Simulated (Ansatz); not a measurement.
## Ligand exchange: C3H4 + InH2(SH) → C2H2S + InH2(CH3)

Species: C3H4 (propyne) `C#CC`, singlet; InH2(SH), singlet; C2H2S (ethynethiol) `C#CS`, singlet; InH2(CH3), singlet. The partners trade CH3 for SH: C–CH3 and In–SH bonds give way to C–SH and In–CH3.

Shapes, held fixed at every level: PBE0-D4/def2-TZVP. Programs: Ansatz 0.2.0. Electronic energies: no zero-point or thermal term.

(1) Estimate ΔE of this reaction.

Results:

(1) The highest level, CCSD(T)/def2-TZVPP, gives ΔE = +144.2 kJ/mol; the levels span +144.2 to +174.7. The column of differences is taken from that level and isn't an error. No measured value is set beside it here. For atoms past krypton def2 sets carry core potentials with scalar relativity. Outer-core shells of In are correlated in most correlated rows, in sets that cover them unevenly.

```
               level                    kind  ΔE (kJ/mol)  less CCSD(T)/def2-TZVPP
         HF/def2-SVP            Hartree–Fock       +174.7                    +30.5
       HF/def2-TZVPP            Hartree–Fock       +165.1                    +20.9
r2SCAN-D4/def2-TZVPP                meta-GGA       +147.9                     +3.7
 BHLYP-D4/def2-TZVPP           global hybrid       +154.5                    +10.3
  wB97M-V/def2-TZVPP  range-separated hybrid       +146.4                     +2.2
  wB97X-V/def2-TZVPP  range-separated hybrid       +147.0                     +2.8
    CCSD(T)/def2-SVP   coupled cluster or CI       +155.0                    +10.8
  CCSD(T)/def2-TZVPP   coupled cluster or CI       +144.2                      0.0
```

The exchange is strongly uphill at every level, so the preference for keeping SH on indium and CH3 on the alkynyl carbon doesn't depend on the treatment of correlation. The likely reason is a hard-to-replace pair of bonds on the reactant side. Electropositive indium gains more from thiolate, which carries negative charge better than methyl and can donate a sulfur lone pair into the formally empty In 5p orbital. The alkynyl carbon, in turn, forms a short, strong σ bond to methyl, while its overlap with the more diffuse sulfur 3p orbital is poorer. Conjugation of the sulfur lone pair with the triple bond evidently doesn't make up the loss.

Hartree–Fock exaggerates the cost, +165.1 against +144.2 kJ/mol for CCSD(T) in the same basis, probably because correlation favours the sulfur lone pairs beside the π system. Enlarging the basis lowers ΔE by a similar amount with both methods, which suggests a largely mean-field basis effect. The total alone can't apportion the cost between the carbon and indium sides.
